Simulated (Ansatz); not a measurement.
## Isomers of CH6OSi

2 of its isomers, all singlets with charge 0: A = `C[SiH2]O`; B = `CO[SiH3]`.

Shapes, held fixed at every level: PBE0-D4/def2-TZVP. Flexible molecules stand in one conformer, not always the lowest. Programs: Ansatz 0.2.0.

Electronic energies in kJ/mol, without zero-point or thermal terms.

```tsv
level	kind	B − A
HF/def2-TZVPP	Hartree–Fock	+86.8
r2SCAN0-D4/def2-TZVPP	global hybrid	+104.4
MP2/def2-TZVPP	perturbation theory	+106.2
CCSD(T)/def2-SVP	coupled cluster or CI	+79.8
CCSD/def2-SVP	coupled cluster or CI	+80.2
CCSD/def2-TZVPP	coupled cluster or CI	+98.9
CCSD(T)/CBS estimate	coupled cluster or CI	+103.6
```

The highest level, CCSD(T)/CBS estimate, puts A lowest of these. All levels agree on that. The B − A difference spans +79.8 to +106.2 kJ/mol over the levels. The CBS estimate extrapolates MP2 from def2-TZVPP and def2-QZVPP and adds CCSD(T) − MP2 in the triple-zeta set, cores frozen.

Methylsilanol (A) lies well below methoxysilane (B), by 103.6 kJ/mol at the highest level. Both isomers keep a Si–O bond, so the preference does not come from silicon's affinity for oxygen as such. Formally, going from A to B exchanges an O–H and a Si–C bond for a Si–H and a C–O bond. The main cost is probably the loss of the strong, polar O–H bond, with hydrogen ending up on the electropositive silicon instead.

The ordering is already present at Hartree–Fock level, and correlation widens the gap in the triple-zeta basis. Basis quality matters more than triple excitations here: CCSD rises from 80.2 to 98.9 kJ/mol between the two sets, whereas adding triples in the smaller one barely changes the result. This suggests that the small basis describes the polarised bonds around silicon and oxygen unevenly, so coupled cluster in that basis falls further from the best estimate than Hartree–Fock in the larger one. The energy difference does not show how readily B would rearrange to A.
